**Is MP2 really good enough for this gap, if it beats CCSD?**

I am comparing methods for the vertical gap between the quartet and the sextet of linear B₂H. The full-CI gap in the same basis is 8.709 eV, and the table gives the deviation of each level from it.

Vertical gap (sextet minus quartet) of neutral, linear B₂H at the PBE0/def2-TZVP geometry, computed with AFQMC (own program, afq 1) and Ansatz 0.2.0. All levels use the 6-31G basis, UHF determinants for both states and frozen B 1s cores. Deviations are relative to the FCI gap.

```csv
level,"this level less the reference (FCI, same basis) (meV)","statistical noise, one standard error (meV)"
HF,-703.0,0.000
MP2,-1.0,0.000
CCSD,-10.0,0.000
CCSD(T),3.0,0.000
CCSDT,-4.0,0.000
CCSDT(Q),-1.0,0.000
CCSDTQ,0.0,0.000
ph-AFQMC/CISD,-16.0,6.000
released AFQMC,-9.0,5.000
free AFQMC,8.0,6.000
```

MP2 is off by 1 meV and CCSD by 10 meV, though CCSD costs far more. Should I use MP2 for gaps of this kind? And what do the coupled-cluster levels above CCSD, or the AFQMC runs, buy me?

**Answer**

I would not choose MP2 on the strength of that 1 meV. A gap is a difference of two energies, so its error is

$$\delta_{\text{gap}} = e_6 - e_4 ,$$

where $e_4$ and $e_6$ say how far a level puts the quartet and the sextet above full CI (FCI), the exact answer within the basis. The same calculations give the quartet's total energies, so $e_4$ is known and $e_6$ follows by adding the gap error. For MP2 the quartet lies 625 meV too high and the sextet 624 meV. The small gap error is a cancellation between two large ones, and nothing in the method guarantees that it will recur in another molecule.

Hartree–Fock (HF) shows what happens when the errors do not cancel. It makes the gap 703 meV too small, about 8% of the FCI value. HF lets each electron feel only the average field of the others, so it lacks correlation, the energy gained when electrons avoid one another in detail. Electrons of like spin are already kept apart by the Pauli principle, which HF obeys. Most of what it lacks therefore belongs to pairs of opposite spin, above all to two electrons sharing one orbital.

The quartet has more such pairs to lose. Of its seven valence electrons, five have spin up and two spin down, which makes two doubly occupied orbitals and $5\times2=10$ opposite-spin pairs. The sextet has six up and one down, hence one doubly occupied orbital and six opposite-spin pairs. HF thus misses more energy in the lower state, leaves it too high, and shrinks the gap.

Helium is the simplest case of this. Exciting it from the 1s² singlet to the 1s2s triplet breaks its only pair, and HF puts that excitation too low by roughly 1 eV (a recalled figure). The likeness ends with the sign and the order of magnitude, because B₂H keeps one doubly occupied valence orbital and has other electrons to correlate. The tendency carries over to neighbouring cases in which one determinant describes each state well: HF usually favours the state with fewer opposite-spin pairs, so the gap tends to come out too small if that state is the upper one and too large if it is the lower one.

Can counting pairs also give the size? In the quartet, MP2 assigns 1197 meV to the ten opposite-spin pairs and 536 meV to the eleven like-spin pairs. The sextet has six and fifteen. If every pair of a kind were worth the same, going to the sextet would lose

$$1197\times\frac{4}{10}-536\times\frac{4}{11}\approx 284\ \text{meV}$$

of correlation energy, and MP2 would widen the HF gap by that much.

The table shows a widening of 702 meV, so the estimate has the right sign but less than half the size. No constant was fitted, and the gap errors did not enter the estimate. The sextet's own MP2 energies show where it fails. Its opposite-spin pairs bring 630 meV where the count predicts 718 meV, but its like-spin pairs bring only 402 meV where it predicts 731 meV. Most of the shortfall thus comes from the like-spin pairs, whose energy falls although their number rises from eleven to fifteen. The promoted electron may sit in a more extended orbital, where it correlates weakly with the rest, but that is a guess. The explanation of the sign survives, since the loss of opposite-spin energy makes up about four fifths of the actual widening, but counting pairs does not give the size.

The coupled-cluster levels differ from MP2 in that their small gap errors come with steadily better states. The quartet's own error falls from 76 meV with CCSD to 23 meV with CCSD(T) and 6 meV with CCSDT. CCSD treats correlated motion of two electrons at a time, (T) adds an estimate for three, and CCSDT treats three in full. This fast convergence fits a quartet dominated by one determinant, whose weight is about 0.93. The notes to the data do warn of strong correlation, but that warning comes from their makers' tests on other systems, not from these runs, and nothing here bears it out for the quartet. The sextet's error, as implied by the gap, falls about as fast, which speaks against strong correlation there too, though its main determinant has a lower weight than the quartet's.

The gap errors still change sign along the way, because the two states do not improve in equal steps. Adding (T) to CCSD lowers the quartet by about 53 meV and the sextet by about 40 meV, which turns a gap error of −10 meV into +3 meV. Here the change of sign is thus no sign of trouble. It shows that what remains is a small difference between two shrinking errors.

The phaseless AFQMC run is a random walk held in check by a trial wavefunction, and this constraint brings a bias. With a CISD trial the quartet comes out 19 ± 5 meV too high, enough to account for the gap error of −16 ± 6 meV. With a single determinant as trial it is 103 ± 19 meV too high, so the trial matters a great deal. Letting the constraint go brings the quartet to within 3 ± 3 meV of FCI. The noise of the CISD run may be understated, as its energy still drifted. The gap errors of the released and free walks are both within two standard errors of zero, so they should not be ranked. Some of the AFQMC runs also carry a warning about their starting state, one more reason for caution with differences of a few meV.

What to use depends on the accuracy you need, counted here within the 6-31G basis:

- **About 0.1 eV, to assign a state:** CCSD is enough here, and HF is not. MP2 also passes, but only by cancellation.
- **About 40 meV (1 kcal/mol):** CCSD(T) is the sensible choice, as each state is itself within about 26 meV of FCI.
- **A few meV within this basis:** CCSDT serves as a check. The two levels above it shift the gap by only 3 and 1 meV.

By formal scaling, doubling the system multiplies the cost by 32 for MP2, 64 for CCSD, 128 for CCSD(T), 256 for CCSDT and about 1000 for CCSDTQ. Phaseless AFQMC with a CISD trial grows roughly like CCSD, so more gently than CCSD(T) and the levels above it, but it pays for precision: cutting the noise from 6 to 1 meV takes 36 times as many samples. Released and free walks don't keep this advantage, because without the constraint their noise grows steeply with the size of the system.

Before climbing past CCSD(T), improve the basis. All these errors are relative to FCI in 6-31G, which has neither polarisation nor diffuse functions, while the upper state may well be diffuse. A better basis could then move the gap by far more than the few meV at stake between the highest levels. Nor should 8.7 eV be taken for an excitation energy from the ground state. No doublet energy is available here, so these runs can't tell whether one lies below the quartet. The notes to the data warn that another spin may lie lower, but that too rests on tests on other systems.

The printed analysis below lists the errors of both states level by level.

Printed output of the fit:

```
HF gap error as share of the FCI gap, percent: -8.072
one kcal/mol in meV: 43.36
number of levels with gap error below one kcal/mol: 9
change of gap error from rung to rung, HF to CCSDTQ, meV: 702, -9, 13, -7, 3, 1
quartet energy above FCI, HF to CCSDTQ, meV: 2359, 625.3, 75.93, 23.19, 5.54, 1.42, 0.22
implied sextet energy above FCI, HF to CCSDTQ, meV: 1656, 624.3, 65.93, 26.19, 1.54, 0.42, 0.22
gap change from HF to MP2 in the table, meV: 702
same change estimated from pair counts alone, meV: 284
quartet above FCI, phaseless with CISD trial (noise 5), meV: 19.5
implied sextet above FCI, phaseless with CISD trial, meV: 3.5
quartet above FCI, phaseless with single-determinant trial (noise 19), meV: 103.4
quartet above FCI, constraint released, last point (noise 3), meV: 2.64
phaseless gap error in standard errors: 2.667
released gap error in standard errors: 1.8
free gap error in standard errors: 1.333
factor in samples to bring phaseless noise to 1 meV: 36
cost factor for doubled system, MP2 (fifth power): 32
cost factor for doubled system, CCSD (sixth power): 64
cost factor for doubled system, CCSD(T) (seventh power): 128
cost factor for doubled system, CCSDT (eighth power): 256
cost factor for doubled system, CCSDTQ (tenth power): 1024
```
